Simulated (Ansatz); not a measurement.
# GdY3: energy above lowest point against volume scale

Free energy against uniform scaling of the volume at fixed shape and fractions; periodic cell, basis, potentials, k mesh and filling as listed. The results are calculated, by Ansatz 0.2.0.

The cell before it is scaled or strained (space group Pm-3m, No. 221):
```
GdY3
1.0
      5.1009     0.0000     0.0000
      0.0000     5.1009     0.0000
      0.0000     0.0000     5.1009
Y Gd
3 1
Direct
  0.50000 0.00000 0.50000
  0.00000 0.50000 0.50000
  0.50000 0.50000 0.00000
  0.00000 0.00000 0.00000
```

Settings of every row: functional LDA; dispersion none; potentials PAW; wave cutoff 420 eV; density cutoff 1680 eV; k mesh 5x5x5; k shift 0x0x0; occupations fermi dirac; smearing width 0.1 eV; spin collinear.

Limits: coarse k mesh, up to 40 meV an atom off; minimum outside the range; state may not be the lowest; the cell comes from a prototype or a list of computed structures and needn't be the stable phase; with one magnetic atom in the cell only parallel moments are possible.

| row | volume scale | V (Å³/atom) | energy above lowest point (meV/atom) |
| --- | --- | --- | --- |
| 1 | 0.94 | 31.189 | 0 |
| 2 | 0.96 | 31.853 | ? |
| 3 | 0.98 | 32.517 | 25.6 |
| 4 | 1 | 33.18 | 42.3 |
| 5 | 1.02 | 33.844 | 61.4 |
| 6 | 1.04 | 34.508 | 82.5 |
| 7 | 1.06 | 35.171 | 105.5 |

Question: what energy above lowest point should row 2 give?

Worked fit of energy above lowest point. Take u = (V_r/V)^(2/3) − 1 with V_r = 33.512 Å³ an atom, which is twice the finite (Eulerian) strain; such expansions in the strain, on which the Birch-Murnaghan equation of state is built, carry the rest volume and the bulk modulus. The shown rows have u = 0.04906, 0.0203, 0.00666, -0.00655, -0.01934, -0.0317. Least squares give energy above lowest point = 51.59 − 1445.2 × u + 8030 × u² meV/atom; a straight line predicts inner rows, each left out in turn, worse (root mean square 5.4 against 0.047 meV/atom). All shown rows lie on it to the printed digit. The withheld row has u = 0.03443, so the fit gives 51.59 − 1445.2 × (0.03443) + 8030 × (0.03443)² = 11.4 meV/atom.

The calculation gave 11.4 meV/atom. The fit meets it to the printed digit.
